## Question

A metallic cell holds three Al and two Cu atoms. Its edges are 4.047, 4.025 and 4.981 Å, with 120° between the two short ones and the long axis nearly upright on them. The last number of each k mesh belongs to the long axis. With a single k point, the energy is wrong by about two electronvolts per atom. Eight points leave a few tenths of an electronvolt, and from thirty-two points on the error is about twenty millielectronvolts or less. All errors are taken relative to an 8x8x6 mesh. The atoms were deliberately displaced at random, so the forces, up to 1.5 eV/Å in the reference, are mostly real and not mesh errors.

Ansatz 0.2.0 calculations with r2SCAN, PAW and a 500 eV plane-wave cutoff for a five-atom Al3Cu2 cell at fixed geometry, without spin polarization. The k meshes are Gamma-centred, with Gaussian smearing of 0.1 eV and energies extrapolated to zero smearing. Differences are relative to the 8x8x6 mesh, and pressure is positive in compression.

```csv
k mesh,energy less reference (meV per atom),pressure less reference (GPa),largest force change (eV/Å),pressure (GPa)
1x1x1,2199.9,9.304,1.415,16.537
2x2x2,316.3,5.020,0.180,12.253
4x4x2,-4.1,0.955,0.130,8.188
4x4x4,19.0,0.571,0.061,7.804
6x6x4,1.5,0.006,0.019,7.239
```

(a) Estimate the energy error of the 1x1x1 mesh from the electron count and the cell size, and explain its sign.

(b) The energy falls below the reference at 4x4x2 and rises above it again at 4x4x4. Why can a finer mesh give a larger error?

(c) The pressure at 6x6x4 agrees with the reference to 0.006 GPa. Is the stress converged? What do the forces add?

## Model answer

**(a)** A k mesh replaces an integral over the electron bands by a sum over a few points. At each point the electrons must fill discrete levels. If the levels on offer are badly placed, some electrons are forced into states that are too high.

Treat the outer electrons as free: three from each Al and one from each Cu, 11 in the cell, with the copper d shells full and inert. A plane wave of wave number $k$ has the energy $3.81\,k^2$ in eV, with $k$ in 1/Å. At the single point the lowest wave has $k=0$. The next two run along the long axis of 4.98 Å, with $k=2\pi/4.98=1.26$ and an energy of 6.1 eV. Then come six waves in the hexagonal plane, where rows of cells are 3.50 Å apart, so that $k=1.80$ and the energy is 12.3 eV.

Each wave holds two electrons. Two electrons sit at zero, four at 6.1 eV, and the last five must go into the ring at 12.3 eV:

$$E_{1\times1\times1}\approx 4(6.1)+5(12.3)\approx 86\ \text{eV}.$$

With a dense mesh the same electrons fill a sphere of radius $k_F=(3\pi^2\cdot 11/70.3)^{1/3}=1.67$ 1/Å, where 70.3 Å³ is the cell volume. Its surface lies at the Fermi energy, 10.6 eV, and the mean energy is three fifths of that:

$$E_{\text{dense}}\approx 11\cdot 0.6\cdot 10.6\approx 70\ \text{eV}.$$

The excess of 16 eV over five atoms is about 3 eV per atom; the table has 2.2. The sign is positive because the single point offers too few low levels. The calculation itself shows discrete filling: the electronic entropy at 1x1x1 has exactly the value for one half-filled level at the Fermi energy. Five electrons sharing six equal levels would give several times more, so the real crystal must split the ring. The electrons can then take its lower levels, which is expected to be one reason why the estimate is too high.

**(b)** Refining the mesh supplies new levels, some below the Fermi energy and some above. The sum can therefore miss the integral on either side, and nothing forces the error to shrink at each step.

Smearing the occupations would help only if it bridged the gaps between neighbouring points. Near the Fermi energy a free-electron band rises by $2\cdot3.81\cdot1.67\approx 13$ eV for each 1/Å. In-plane neighbours on the 8x8x6 mesh are $1.80/8\approx0.22$ 1/Å apart, a step of up to about 3 eV. A smearing width of 0.1 eV leaves most states simply full or empty.

The irregular row can be followed by refining one direction at a time. Doubling the points along the long axis, from 4x4x2 to 4x4x4, raises the energy by 23 meV per atom. Refining only in the plane, from 4x4x4 to 6x6x4, lowers it by about 18. The 4x4x2 mesh lacks both refinements, and their opposite effects nearly cancel. The 4x4x4 mesh has only the first, so the lack of the second is laid bare. Filling free-electron levels on the same meshes gives both steps the right sign, though it makes the first far too large. No 6x6x2 mesh was run, so the sizes of the two effects hold for this order of refinement only.

**(c)** The stress is not converged to anything like 0.006 GPa. Pressure is the average of three stresses, and at 6x6x4 their errors are about −0.4 and −0.7 GPa in the plane and +1.2 GPa along the long axis. The average hides them.

For free electrons, the stress along an axis is proportional to the kinetic energy of motion along that axis. A mesh that selects the wrong waves therefore also distributes the motion wrongly between the directions. At 2x2x2 the computed stress along the long axis is 14 GPa too high, while the two in-plane errors are about 3 GPa in size and opposite in sign.

The forces expose what the energy conceals at 4x4x2. On the four atoms with large forces along the long axis, these forces are 8 to 11 % too weak. In-plane components change by little more than 0.02 eV/Å at most, against 0.13 along the long axis. On these four atoms the force error points mainly along the direction that has only two mesh points. The stress follows no such simple rule: its long-axis error stays near 3 GPa when the points along that axis are doubled.

The largest force change falls at every step of this table. It records the worst component, so errors in different components cannot offset one another as those of the three stresses do in the pressure. That makes it a stricter witness than the pressure, though not a complete one: at 6x6x4 it is down to 0.019 eV/Å while the stress along the long axis is still about 1.2 GPa off. Nor is a steady fall guaranteed in another cell.

## Remarks on the reasoning

The free-electron model contains no adjusted constant, but its success has a clear range. Filling the levels of the 2x2x2 mesh in the same way gives an error of about 330 meV per atom, close to the computed 316. At 4x4x2 it gives 2.8 instead of −4.1, small as it should be but of the wrong sign. At 4x4x4 it gives about 60 instead of 19, and at 6x6x4 about 40 instead of 1.5. A possible reason for these overestimates, not tested here, is that the ideal box has large groups of levels at exactly equal energy, which the potential and the displaced atoms of the real cell split. The model explains the rough size of the coarse errors; it cannot correct a calculation on a fine mesh.

Its stresses are a harder test. It correctly puts the main error of 1x1x1 in the plane and that of 2x2x2 along the long axis, but it gives the long-axis error the wrong sign at 1x1x1 and at 4x4x2, and makes it several times too large at 6x6x4. Level filling is thus well supported as the main cause on the two coarsest meshes, and argued by the same principle on the others.

It would be a mistake to infer the pressure error from the energy error. For free electrons on a fixed mesh the two would be proportional, because squeezing the box evenly raises every level by the same factor. The potential of a real crystal breaks this tie, so the pressure error need not vanish where the energy error crosses zero. At 4x4x2 the energy is only 4 meV per atom off, yet the pressure is off by almost 1 GPa.

For a metal, then, refine each direction of the mesh separately and compare single stress components and forces, not only energy and pressure. The table leaves one such comparison open: no mesh denser than 8x8x6 shows how far the reference itself would still move. An energy error as small as that at 4x4x2 could even change sign against a denser mesh.
